**Dipole moments on paper for a planar centre with three arms**

The dipole moment of these molecules can be estimated from bond lengths and the partial charges of the outer atoms, without using the charge of the central atom. The charges themselves must come from a calculation; here they are Mulliken charges. With boron or aluminium at the centre the estimate comes within 0.1 D of the computed dipole. With indium it is about a fifth too high along the main axis. The figure worth remembering is that one elementary charge displaced by 1 Å makes 4.8 D, so a tenth of a charge at 2 Å already makes about 1 D. 

Ansatz 0.2.0, gas phase: dipoles and Mulliken charges from B3LYP-D4/def2-TZVPP at PBE0-D4/def2-TZVP geometries, with def2 core potentials for elements past Kr. Each frame is a SMILES string in which * marks the atom that is varied (B, Al or In); electronegativities are Pauling values.

| formula | frame | * | Z | electronegativity | point group | mean bond of the marked atom (Å) | dipole (D) | charge of the marked atom (e) |
| --- | --- | --- | --- | --- | --- | --- | --- | --- |
| BBrFH2N | N*(F)Br | B | 5 | 2.040 | Cs | 1.548 | 2.86 | 0.31 |
| AlBrFH2N | N*(F)Br | Al | 13 | 1.610 | Cs | 1.875 | 2.41 | 0.70 |
| BrFH2InN | N*(F)Br | In | 49 | 1.780 | C1 | 2.126 | 3.19 | 0.95 |
| BCl2GeH3 | Cl*(Cl)[GeH3] | B | 5 | 2.040 | Cs | 1.851 | 0.27 | 0.21 |
| AlCl2GeH3 | Cl*(Cl)[GeH3] | Al | 13 | 1.610 | Cs | 2.212 | 1.33 | 0.53 |
| Cl2GeH3In | Cl*(Cl)[GeH3] | In | 49 | 1.780 | C1 | 2.413 | 3.82 | 0.71 |

**Why the central charge is a poor guide**

The marked atom, written \*, becomes more positive from boron to aluminium to indium in both frames. In the germyl frame (two Cl and GeH₃) the dipole rises too. In the amino frame (F, Br and NH₂) it falls from 2.86 D to 2.41 D at aluminium, although the charge of the marked atom more than doubles, and only then rises to indium.

Symmetry explains how this can happen. A planar trihalide with three equal arms has no dipole, however positive its centre is, because the three arms cancel. At such a planar centre a dipole appears when the arms differ in kind or in the way they are turned. What has to be estimated is therefore the imbalance between the arms.

**The rule**

The dipole of a set of point charges is the sum of each charge times its position. In a neutral molecule this sum doesn't depend on where the origin is placed. If the origin is put on the marked atom, that atom is at distance zero and drops out.

The axis runs from the marked atom towards nitrogen or germanium. With angles of 120° between the arms, each halogen lies half a bond length behind the centre. A negative charge behind counts the same way as a positive charge in front, so the halogens push the positive end of the dipole towards NH₂ or GeH₃. That group's net charge sits one bond length in front, and its hydrogens lie about 0.5 Å further out. This gives

μ ≈ 4.8 × [½ (q₁r₁ + q₂r₂) + Q R + 0.5 h]

Here μ is the dipole in debye. The sizes of the two negative halogen charges are q₁ and q₂, and their bond lengths are r₁ and r₂. Q is the net charge of the whole NH₂ or GeH₃ group with its sign, R is the bond from the marked atom to N or Ge, and h is the total charge of the hydrogens. Charges are in units of e and lengths in Å.

**Aluminium with NH₂, F and Br, worked in full**

The Mulliken charges and the single bond lengths stand in the output printed below.

- Halogens: ½ (0.349 × 1.63 + 0.235 × 2.24) = 0.55 e·Å
- NH₂ group: −0.116 × 1.75 = −0.20 e·Å
- Hydrogens: 0.5 × 0.286 = 0.14 e·Å
- Sum: 0.49 e·Å, and times 4.8 this is about 2.3 D

The calculation gives 2.41 D. The second line carries the lesson: the NH₂ group has a net negative charge and pulls against the halogens. Leaving out this line alone would raise the estimate by about 1 D. The third line gives back about 0.7 D, because the positive hydrogens lie beyond the nitrogen.

**Indium with GeH₃ and two Cl**

- Halogens: ½ (0.368 × 2.33 + 0.367 × 2.33) = 0.86 e·Å
- GeH₃ group: 0.024 × 2.58 = 0.06 e·Å
- Hydrogens: 0.5 × 0.073 = 0.04 e·Å
- Sum: 0.96 e·Å, and times 4.8 this is about 4.6 D

The calculation gives 3.82 D, so the rule is 20 % too high. In terms of these charges it still points to the source of this dipole, the largest in the table: two strongly negative chlorines on long bonds, with no opposition from the germyl group.

**Reading the trend from the three terms**

In the amino frame the halogen term grows from 1.5 D with boron to 4.1 D with indium, because both the charges and the bonds grow. The hydrogen term hardly changes. The NH₂ group, however, is slightly positive on boron and negative on aluminium and indium. Between boron and aluminium this change of sign outweighs the gain from the halogens, and the dipole dips. From aluminium to indium the group takes away a further 0.5 D, but the halogens add 1.5 D and win. The rule exaggerates this gain: along the axis the computed dipole grows by only 0.3 D, and the rest of the rise comes from a sideways part described below.

The shift towards a more negative NH₂ group fits standard bonding, though the sign of so small a charge depends on how the electrons are divided. Nitrogen shares its lone pair with the empty p orbital of boron, which makes the NH₂ group less negative. Aluminium accepts the pair less well, and its more polar bond leaves more electron density on nitrogen. The short B–N bond agrees with this picture, but the numbers don't separate the two effects.

GeH₃ has no lone pair to give. On boron the germyl frame has small charges everywhere and a dipole of only 0.27 D. On aluminium and indium the halogen term dominates, and the dipole climbs steeply. Between these two the germyl group also turns from opposing the halogens by about 0.9 D to helping them by about 0.3 D. For a neighbouring case, the first questions are therefore how negative the two halogens become and whether the third arm helps or opposes them.

**How good the rule is**

No constant in the rule was adjusted to the dipoles, so neither worked row belonged to a fit. The step of 0.5 Å is a rounded average taken from the structures of these same molecules. Charges and dipoles come from the same electron density, so the comparison tests the short cut and not the density functional. Nor does it test two other limits of the computed dipoles. Scalar relativity is left out for elements up to krypton, which include bromine and germanium, and each molecule was computed in a single conformer that need not be the lowest.

Over all six rows the root-mean-square miss is 0.3 D. A simpler rival, the charge of the marked atom times its mean bond length, was given one factor fitted to all six dipoles and still misses by about 1 D. For BCl₂GeH₃ the absolute error of the rule is small, but it amounts to a fifth of a very small dipole. The notes supplied with the data also flag a small imaginary vibration for this structure. The runs used here are single points without frequencies, so they can't show whether it is a true minimum, and its dipole is best read as "a few tenths of a debye".

The indium molecule with NH₂ looks better than it is. The rule gives 3.3 D against a total of 3.19 D, but this dipole is tilted away from the In–N axis. The NH₂ group is pyramidal here, whereas it is planar on boron and aluminium, and this adds to the sideways part. The component of the dipole along the axis, which is what the rule describes, is only 2.7 D. Two errors cancel here: the rule overshoots along the axis and omits the sideways part.

**Where it stops working**

The failure at indium doesn't come from the idealised angles. With the true positions of all atoms, the point charges of Cl₂GeH₃In give 5.1 D, which is further from the computed value than the rule. What point charges leave out is the shift of the electron cloud around each nucleus, and that shift must account for the rest. Two possible sources, neither tested here, are the chlorine clouds, drawn back towards the positive indium, and the indium cloud, pushed towards germanium by the negative chlorines. Both shifts would reduce the dipole.

The second limit is the choice of charges. Mulliken charges depend on the basis set, and other ways of dividing the electrons can give a very different picture. For the boron molecule with NH₂, Löwdin charges from the same calculation turn the estimate from +2.9 D into −3.7 D, which reverses its direction. A charge scheme should therefore first be tried on a related molecule whose dipole is known.

Nor can the charges be read off a scale of electronegativity. Aluminium has the lower Pauling value, 1.61 against 1.78 for indium, yet indium carries the larger positive charge in both frames. The rule turns known charges into a dipole; it doesn't supply the charges.

The last limit is shape. The factor of one half belongs to a planar centre with angles near 120°. At a tetrahedral centre each of the other arms lies only a third of a bond length behind, and the factor has to change accordingly.

The analysis program printed:

```
Inputs of the rule (bonds in Å, charges in e):
        row  bond to F or first Cl  bond to Br or second Cl  bond to N or Ge  charge F or first Cl  charge Br or second Cl  net charge of NH2 or GeH3  charge of all H
    BBrFH2N                  1.326                    1.935            1.392               -0.2415                 -0.1576                    0.08966           0.3425
   AlBrFH2N                  1.631                     2.24            1.747               -0.3488                 -0.2346                    -0.1155           0.2859
   BrFH2InN                   1.94                     2.44            1.997               -0.4765                 -0.3209                    -0.1551           0.2909
   BCl2GeH3                  1.741                    1.744            2.066               -0.0838                -0.08874                    -0.0371        -0.009868
  AlCl2GeH3                  2.087                    2.085            2.458               -0.2285                 -0.2244                    -0.0803          0.01434
  Cl2GeH3In                  2.334                    2.328            2.584                -0.368                 -0.3668                    0.02359          0.07337
Rule and its parts (D):
        row  halogen part  group part  hydrogen step part    rule  computed dipole      miss  miss in percent
    BBrFH2N         1.501       0.599               0.822   2.922             2.86   0.06157            2.153
   AlBrFH2N         2.627     -0.9683              0.6862   2.345             2.41  -0.06522           -2.706
   BrFH2InN         4.098      -1.487              0.6981   3.309             3.19    0.1193            3.738
   BCl2GeH3        0.7215     -0.3679            -0.02368  0.3299             0.27   0.05985            22.17
  AlCl2GeH3         2.268     -0.9475             0.03442   1.355             1.33    0.0249            1.872
  Cl2GeH3In         4.111      0.2926              0.1761   4.579             3.82    0.7594            19.88
What the rule leaves out:
        row  computed dipole along axis (D)  rule less axial (D)  point charges with true geometry (D)  their miss (D)  mean halogen setback in bond lengths  true hydrogen step (Å)  central charge times mean bond fitted (D)
    BBrFH2N                           2.845               0.0769                                 3.011          0.1506                                0.5124                  0.5311                                     0.8775
   AlBrFH2N                           2.401             -0.05638                                 2.475           0.065                                0.5055                  0.5697                                        2.4
   BrFH2InN                           2.735               0.5745                                 3.705          0.5149                                0.5319                  0.4319                                      3.693
   BCl2GeH3                          0.2642              0.06565                                0.3489         0.07888                                0.5119                  0.5289                                     0.7108
  AlCl2GeH3                           1.331              0.02412                                  1.46          0.1297                                0.5224                  0.5338                                      2.144
  Cl2GeH3In                           3.817               0.7629                                 5.147           1.327                                0.5694                  0.4908                                      3.133
rms miss of the rule, all six rows (D): 0.3171
largest miss of the rule in the five rows other than Cl2GeH3In (D): 0.1193
rms miss of point charges with true geometry (D): 0.5882
rms miss of central charge times mean bond, one fitted factor (D): 0.9585
rule for BBrFH2N with Löwdin charges, negative means reversed direction (D): -3.708
```
